Sliding nickel through Ni₂Si: a nearly perfect spring that pushes on its cell

The question

Take hexagonal Ni₂Si, hold the silicon atoms still and slide all the nickel atoms together along the c axis. Does the crystal pull the nickel back, or does it prefer a shifted, polar arrangement? And why does the pressure rise whichever way the nickel goes, when the force changes sign?

All Ni atoms of hexagonal Ni2Si (P6_3/mmc, 6-atom cell, a = 3.869, c = 4.917 Å) shifted together along −c, with Si and the cell fixed. Ansatz 0.2.0, scalar-relativistic plane-wave DFT with PAW, PBEsol, no spin polarisation, 420 eV cutoff, 12×12×10 k mesh, Gaussian smearing of 0.15 eV. Free energies are relative to the unshifted cell; pressure is positive in compression.

```
displacement (Å)  energy change (eV a cell)  force along direction (eV/Å summed over the moved atoms)  pressure (GPa)
            -0.1                      0.027                                                     0.571            0.50
           -0.05                      0.007                                                     0.268            0.14
               0                      0.000                                                     0.000            0.02
          0.0125                      0.000                                                    -0.066            0.03
           0.025                      0.002                                                    -0.132            0.05
          0.0375                      0.004                                                    -0.199            0.09
          0.0625                      0.010                                                    -0.339            0.21
           0.075                      0.015                                                    -0.413            0.29
          0.0875                      0.021                                                    -0.490            0.39
```

A simple contact picture, argued here and not tested bond by bond, gives the right sign for both, though it does not explain how much the spring stiffens at larger shifts. It looks at what each nickel atom has on its two sides. Silicon in front pushes harder as the nickel approaches, and silicon behind pushes less. For the force on the atom these pushes oppose each other, but for the stress on the cell they add.

What moves against what

Half of the nickel lies in flat honeycomb sheets, where Ni and Si alternate at 2.23 Å. The sheets are stacked along c so that each of these nickel atoms has a silicon atom straight above it and another straight below, both half a cell height away. The other half of the nickel forms chains along c, which pass through the centres of the honeycomb rings. A chain atom sits midway between two sheets, with three silicon neighbours above and three below, all at a slant.

Since all the nickel moves as one block, no Ni–Ni distance changes. What changes is the set of Ni–Si distances. The sheets buckle, the vertical contacts shorten on one side and lengthen on the other, and so do the slanted contacts of the chain atoms.

The well has one bottom

Let x be the displacement, counted positive along −c, and F the force along the direction of positive x, summed over the moved atoms. At x = −0.1 Å the force is +0.571 eV/Å, and on the positive side it is negative. Nickel is therefore pulled back from both sides, and the energy rises from the middle in every row. Within the 0.1 Å scanned there is no double well, and the middle is stable against this polar shift.

The two negative rows need no separate explanation. A mirror plane through each flat sheet turns a shift up into an equal shift down, so the row at −0.1 Å also stands for +0.1 Å. It lies higher than the row at 0.0875 Å because the shift is longer, not because one direction is harder. The energy change printed as 0.000 at 0.0125 Å is a matter of decimals: the same calculation gives 0.41 meV, where a spring should have it.

The single well shows stability against this one motion only. Near the middle the two kinds of nickel are pulled back with unequal strength although their masses are equal, so a rigid nickel block is not an exact vibration of the crystal. The calculation also excluded magnetism, and a magnetic state, if one lies lower, might have a different spring. The PAW datasets were made for PBE and not for PBEsol, which may shift the stiffness somewhat.

Force and energy: almost a spring

The mirror plane allows only odd powers of x in the force and even powers in the energy change E. The shortest law that goes beyond a plain spring is

F = −Kx − Bx³
E = ½Kx² + ¼Bx⁴

A least-squares fit to the forces of all nine rows gives K = 5.24 eV/Å² and B = 46.5 eV/Å⁴. K is the stiffness for small shifts, and B says how the spring hardens.

Follow the nickel from −0.05 to −0.1 Å. A perfect spring would double its force and quadruple its energy; here both grow slightly more than that. At −0.1 Å the force stands 9 % above its spring part and the energy 4 % above. The energy shows half the relative excess because it gathers the force over the whole path, most of which lies where the hardening is still weak.

The same two constants give an energy of ½ × 5.24 × 0.01 + ¼ × 46.5 × 0.0001 = 0.027 eV at −0.1 Å, as in the table. The energies were not used in the fit, but the force is the slope of the energy. The agreement shows that the calculation is consistent with itself; it does not reveal what the spring is made of.

Why the pressure follows the square

Consider one sheet nickel between its two silicon neighbours on the c axis, each at distance d. Let R(d) be the push of one neighbour, which grows ever more steeply as d shrinks. After a shift x the distances are d − x and d + x. To leading order,

difference of the pushes = R(d − x) − R(d + x) ≈ −2R′x
sum of the pushes = R(d − x) + R(d + x) ≈ 2R + R″x²

Here R′ is the slope of the push, which is negative, and R″ its curvature, which is positive. The push at rest, R, enters neither change, so the argument also holds for a contact that pulls slightly at rest. The difference drives the atom back and is linear in x. In the sum the linear parts cancel and the curvature remains: the shortened contact gains more push than the lengthened one loses. The stress weights each push with its distance, so its coefficient is R″ + 2R′/d in place of R″. That is still positive for a push that steepens fast enough, such as an exponential one whose range is less than half of d, and the square law stays.

The rows behave in this way. From the middle to −0.05 Å the pressure rises by 0.12 GPa, and from the middle to −0.1 Å by 0.47 GPa (0.48 from the rounded column), four times as much for twice the shift. A constant plus a term in x², fitted by least squares to all nine pressures, follows the column to within its last printed digit. The constant, 0.02 GPa, is a small pressure left in the relaxed cell.

The square itself follows from the mirror plane, whatever the bonds are like. What the contact picture adds is the sign: repulsion that steepens fast enough at short range makes the cell want to expand. It also tells what to expect in a neighbouring case. Where an atom has different surroundings on its two sides, the linear parts need not cancel, and the pressure may rise for one direction of shift and fall for the other.

The push is along c

The pressure column is an average over three directions and hides how one-sided the load is. At −0.1 Å the stress along c is 1.42 GPa, while in the plane of the sheets it is only 0.04 GPa. Practically all of the rise in pressure is a push along c. A cell free to change its shape would relieve it mainly by growing taller.

The stress can be turned into a statement about the spring. By definition, the extra stress times the cell volume is the rate at which the energy of the shift grows when the cell is shortened, with the atoms keeping their fractional positions. For the row at −0.1 Å the steps are these:

volume = 6 × 10.62 Å³ = 63.72 Å³
extra stress along c = 1.419 − 0.022 = 1.397 GPa
63.72 × 1.397 / 160.2 = 0.556 eV per unit of strain
0.556 / 0.0274 = 20

The factor 160.2 converts eV/Å³ to GPa, and 0.0274 eV is the energy change with one more digit. The result means that a cell 1 % shorter along c would make the same fractional shift about 20 % more costly. Shortening one in-plane axis by 1 % would change the cost by only about 0.2 %.

So the spring responds strongly to the spacing between the sheets and hardly at all to their width. This is what contacts running along c should do. The small in-plane value is a net result, however, and may hide contributions of opposite sign.

Which nickel hardens the spring

The forces on the single atoms show where the hardening sits. For a chain nickel the pull per ångström of shift is 1.38 eV/Å² at 0.0125 Å and 1.37 eV/Å² at −0.1 Å, practically unchanged. For a sheet nickel it climbs from 1.25 to 1.48 eV/Å². The sheet atoms begin as the softer kind and end as the stiffer one, and the hardening of the whole block is theirs.

The short bonds within the sheet are the first suspects, since buckling must stretch them. But they lie across the motion, and a shift of 0.1 Å lengthens them by only 0.002 Å. To produce the observed hardening in this way, each bond would need a stiffness of about 79 eV/Å², whereas an ordinary metal–silicon bond is expected to be several times softer. Stretching can supply a part at most.

The vertical contacts are better placed, because the sheet nickel moves straight at one silicon and straight away from the other. Yet plain repulsion is probably not enough either. If the push falls off exponentially over a length ρ, the spring hardens by the fraction x²/(6ρ²). If ρ is assumed to be about 0.3 Å, this is 2 % at a shift of 0.1 Å, against the 19 % by which the fitted law for the sheet nickel exceeds its own spring part.

A spring that may be a remainder

The hardening may look large partly because it is measured against a soft spring. One possible reading is that the stiffness of the sheet nickel is what remains after two larger contributions have partly cancelled. The vertical contacts would resist the shift, while something else favours it. A modest change in either part then becomes a large percentage of the small difference.

There are two natural candidates for the part that favours the shift. If the short sheet bonds are under compression, they act like a loaded strut: once the nickel leaves the plane, they push it further out. The other candidate is electronic. In a flat sheet the mirror plane keeps orbitals that are even and odd across it from mixing; buckling removes that barrier, and the mixing can lower the energy.

Both effects are standard physics, but their presence here is a guess. The forces are known atom by atom, not bond by bond, and no row moves the sheet nickel alone. What the numbers do establish is the outcome: along this line the flat sheets hold, and the cost of shifting the nickel block depends far more on the height of the cell than on its width.
